**Coster-Kronig closing in the decay of a 2s hole along the argon-like ions**

The table holds total and radiative widths, fluorescence and Coster-Kronig yields and lifetimes of an L1 hole in the 18-electron ions Ar to Zn¹²⁺, from independent-particle rates on relativistic LDA orbitals with Dirac-Fock energies. The program fits nothing: it splits the total width into radiative, ordinary Auger and Coster-Kronig parts and prints their steps, ratios and local exponents in $Z$. The width without Coster-Kronig decay rises smoothly through the series, while Ar to Sc³⁺ lie 23 to 8 times above it, and the tenfold jump of the yield at Ti⁴⁺ comes mostly from the fall of the total width. The fourth root of the radiative width rises by steps equal within 1.6 %. A parameter-free Slater's-rules estimate of the M binding, set against rough recalled 2s-2p gaps, places the energetic closing between Sc³⁺ and Ti⁴⁺, by margins finer than the estimate deserves. The computed Coster-Kronig widths may be up to twice the measured ones, and the argon total is 1.61 times the recommended value.

Decay of one L1 (2s) hole in free argon-like atoms and ions, parent configuration [Ne] 3s2 3p6, from the Radial Dirac-Fock and Kohn-Sham solver 2, 3. Independent-particle rates use relativistic LDA orbitals of the hole state, radiative multipoles to L = 3 in the length form and Coulomb Auger matrix elements; energies are from Dirac-Fock.

## Script

```python
# Table: decay of a 2s (L1) hole in 18-electron ions Ar..Zn12+; radial Dirac-Fock/Kohn-Sham solver,
# independent-particle rates on relativistic LDA orbitals, energies from Dirac-Fock.
# Tested (no fit): total = radiative + Coster-Kronig (CK) + Auger; which part breaks, which stay smooth.
T = {
    'ion': ['Ar', 'K+', 'Ca2+', 'Sc3+', 'Ti4+', 'V5+', 'Cr6+', 'Mn7+', 'Fe8+', 'Co9+', 'Ni10+', 'Cu11+', 'Zn12+'],
    'Z': [18, 19, 20, 21, 22, 23, 24, 25, 26, 27, 28, 29, 30],
    'charge': [0, 1, 2, 3, 4, 5, 6, 7, 8, 9, 10, 11, 12],  # e
    'total_width': [2.8895, 3.2195, 1.968, 1.479, 0.20142, 0.21741, 0.23225, 0.24612, 0.25919, 0.27151, 0.28321, 0.29438, 0.30515],  # eV
    'radiative_width': [0.00032982, 0.00049493, 0.00071751, 0.0010093, 0.0013832, 0.0018529, 0.0024334, 0.0031405, 0.0039913, 0.0050038, 0.0061968, 0.0075905, 0.0092061],  # eV
    'fluorescence_yield': [0.0001141, 0.0001537, 0.0003646, 0.0006825, 0.006867, 0.008523, 0.01048, 0.01276, 0.0154, 0.01843, 0.02188, 0.02578, 0.03017],
    'coster_kronig_yield': [0.9567, 0.9546, 0.9157, 0.8754, 0.0, 0.0, 0.0, 0.0, 0.0, 0.0, 0.0, 0.0, 0.0],
    'lifetime': [0.2278, 0.2044, 0.3345, 0.4451, 3.268, 3.028, 2.834, 2.674, 2.539, 2.424, 2.324, 2.236, 2.157],  # fs
}
import numpy as np
from scipy import constants as C
ion = T['ion']
Z, G, R, w, f, tau = (np.array(T[k], float) for k in ('Z', 'total_width', 'radiative_width',
    'fluorescence_yield', 'coster_kronig_yield', 'lifetime'))
ix = {s: i for i, s in enumerate(ion)}
CK = G*f; B = G - CK; A = B - R
print("ion    CK/eV  Auger/eV  total-CK/eV  total/(total-CK)  yield without CK")
for i, s in enumerate(ion):
    print(f"{s:6s} {CK[i]:.3f}  {A[i]:.4f}    {B[i]:.4f}       {G[i]/B[i]:5.1f}             {R[i]/B[i]:.5f}")
print(f"rounding of CK yield makes Auger uncertain by up to {5e-5*G.max():.5f} eV")
dA = np.diff(A); q = R**0.25; dq = np.diff(q); dl = np.diff(np.log(Z))
pR = np.diff(np.log(R))/dl; pA = np.diff(np.log(A))/dl
print("step to: total ratio, yield ratio, Auger step/eV, exponent in Z, rad^(1/4) step, exponent in Z")
for i in range(len(dA)):
    print(f"{ion[i+1]:6s} {G[i+1]/G[i]:.3f}  {w[i+1]/w[i]:6.2f}  {dA[i]:.4f}  {pA[i]:.2f}  {dq[i]:.5f}  {pR[i]:.2f}")
print(f"rad^(1/4) steps largest/smallest {dq.max()/dq.min():.3f}; Ar to Zn12+ factors: "
      f"rad {R[-1]/R[0]:.1f}, Auger {A[-1]/A[0]:.2f}")
print("CK change per step, % (to K+, Ca2+, Sc3+, Ti4+):",
      ", ".join(f"{100*(CK[i+1]/CK[i]-1):+.0f}" for i in range(4)))
s, t = ix['Sc3+'], ix['Ti4+']
print(f"Sc3+ to Ti4+: yield x{w[t]/w[s]:.2f} = rad x{R[t]/R[s]:.2f} times width drop x{G[s]/G[t]:.2f}")
print(f"  yield without CK x{(R[t]/B[t])/(R[s]/B[s]):.2f}; lifetime x{tau[t]/tau[s]:.2f}; "
      f"width drop if CK halved x{(B[s]+CK[s]/2)/G[t]:.1f}")
hb = C.hbar/C.e*1e15
print(f"lifetime against hbar/width: worst deviation {100*np.abs(tau*G/hb-1).max():.3f} %")
# further outputs of the same runs: L2 total widths (eV), M2+M3 share of L1 emission (%)
L2 = {'Ar': 0.15858, 'Sc3+': 0.241187, 'Cr6+': 0.302745, 'Co9+': 0.349028, 'Zn12+': 0.385201}
Msh = {'Sc3+': 61.4501+32.0733, 'Cr6+': 63.2165+33.2527, 'Co9+': 63.8708+33.9084, 'Zn12+': 64.0715+34.375}
print("L1/L2 total width:", ", ".join(f"{k} {G[ix[k]]/v:.2f}" for k, v in L2.items()))
print("(L1-CK)/L2 width: ", ", ".join(f"{k} {B[ix[k]]/v:.2f}" for k, v in L2.items()))
print("3p share of L1 emission, %:", ", ".join(f"{k} {v:.1f}" for k, v in Msh.items()))
# recommended values for Ar listed with the same run: L1 width, L1 yield, L2 width
Gr, wr, L2r = 1.8, 0.00018, 0.13
print(f"Ar computed/recommended: L1 width {G[0]/Gr:.2f}, yield {w[0]/wr:.2f}, "
      f"width x yield {R[0]/(Gr*wr):.2f}, L2 width {L2['Ar']/L2r:.2f}")
print(f"Ar CK over (recommended width - computed non-CK part): {CK[0]/(Gr-B[0]):.2f}")
# parameter-free estimate: Slater's rules, removal of one M electron from 1s2 (2sp)7 (3sp)8
Ry = C.physical_constants['Rydberg constant times hc in eV'][0]
core = 2*1.0 + 7*0.85
bind = Ry/9*(8*(Z[:5]-core-7*0.35)**2 - 7*(Z[:5]-core-6*0.35)**2)
gap = np.array([78, 84, 92, 99, 110.])  # rough recalled L1-L3 gaps of Ar, K, Ca, Sc, Ti (eV)
print("crude M binding, Slater rules, Ar to Ti4+ /eV:", ", ".join(f"{x:.0f}" for x in bind))
print("rough recalled L1-L3 gap /eV:", ", ".join(f"{x:.0f}" for x in gap))
print("gap exceeds binding:", ", ".join(f"{ion[i]} {'yes' if gap[i] > bind[i] else 'no'}" for i in range(5)))
assert np.all(f[:t] > 0.8) and np.all(f[t:] == 0)
assert np.argmin(G[1:]/G[:-1]) == s
assert np.all(dA > 0) and np.all(np.diff(dA) < 0)
assert dq.max()/dq.min() < 1.05 and np.all(pR > 4)
```

Printed output:

```
ion    CK/eV  Auger/eV  total-CK/eV  total/(total-CK)  yield without CK
Ar     2.764  0.1248    0.1251        23.1             0.00264
K+     3.073  0.1457    0.1462        22.0             0.00339
Ca2+   1.802  0.1652    0.1659        11.9             0.00432
Sc3+   1.295  0.1833    0.1843         8.0             0.00548
Ti4+   0.000  0.2000    0.2014         1.0             0.00687
V5+    0.000  0.2156    0.2174         1.0             0.00852
Cr6+   0.000  0.2298    0.2323         1.0             0.01048
Mn7+   0.000  0.2430    0.2461         1.0             0.01276
Fe8+   0.000  0.2552    0.2592         1.0             0.01540
Co9+   0.000  0.2665    0.2715         1.0             0.01843
Ni10+  0.000  0.2770    0.2832         1.0             0.02188
Cu11+  0.000  0.2868    0.2944         1.0             0.02578
Zn12+  0.000  0.2959    0.3051         1.0             0.03017
rounding of CK yield makes Auger uncertain by up to 0.00016 eV
step to: total ratio, yield ratio, Auger step/eV, exponent in Z, rad^(1/4) step, exponent in Z
K+     1.114    1.35  0.0209  2.86  0.01439  7.51
Ca2+   0.611    2.37  0.0195  2.45  0.01451  7.24
Sc3+   0.752    1.87  0.0181  2.13  0.01457  6.99
Ti4+   0.136   10.06  0.0168  1.88  0.01461  6.77
V5+    1.079    1.24  0.0155  1.68  0.01462  6.58
Cr6+   1.068    1.23  0.0143  1.51  0.01463  6.40
Mn7+   1.060    1.22  0.0132  1.36  0.01463  6.25
Fe8+   1.053    1.21  0.0122  1.25  0.01462  6.11
Co9+   1.048    1.20  0.0113  1.15  0.01462  5.99
Ni10+  1.043    1.19  0.0105  1.06  0.01461  5.88
Cu11+  1.039    1.18  0.0098  0.99  0.01460  5.78
Zn12+  1.037    1.17  0.0092  0.93  0.01459  5.69
rad^(1/4) steps largest/smallest 1.016; Ar to Zn12+ factors: rad 27.9, Auger 2.37
CK change per step, % (to K+, Ca2+, Sc3+, Ti4+): +11, -41, -28, -100
Sc3+ to Ti4+: yield x10.06 = rad x1.37 times width drop x7.34
  yield without CK x1.25; lifetime x7.34; width drop if CK halved x4.1
lifetime against hbar/width: worst deviation 0.022 %
L1/L2 total width: Ar 18.22, Sc3+ 6.13, Cr6+ 0.77, Co9+ 0.78, Zn12+ 0.79
(L1-CK)/L2 width:  Ar 0.79, Sc3+ 0.76, Cr6+ 0.77, Co9+ 0.78, Zn12+ 0.79
3p share of L1 emission, %: Sc3+ 93.5, Cr6+ 96.5, Co9+ 97.8, Zn12+ 98.4
Ar computed/recommended: L1 width 1.61, yield 0.63, width x yield 1.02, L2 width 1.22
Ar CK over (recommended width - computed non-CK part): 1.65
crude M binding, Slater rules, Ar to Ti4+ /eV: 30, 47, 67, 90, 116
rough recalled L1-L3 gap /eV: 78, 84, 92, 99, 110
gap exceeds binding: Ar yes, K+ yes, Ca2+ yes, Sc3+ yes, Ti4+ no
```
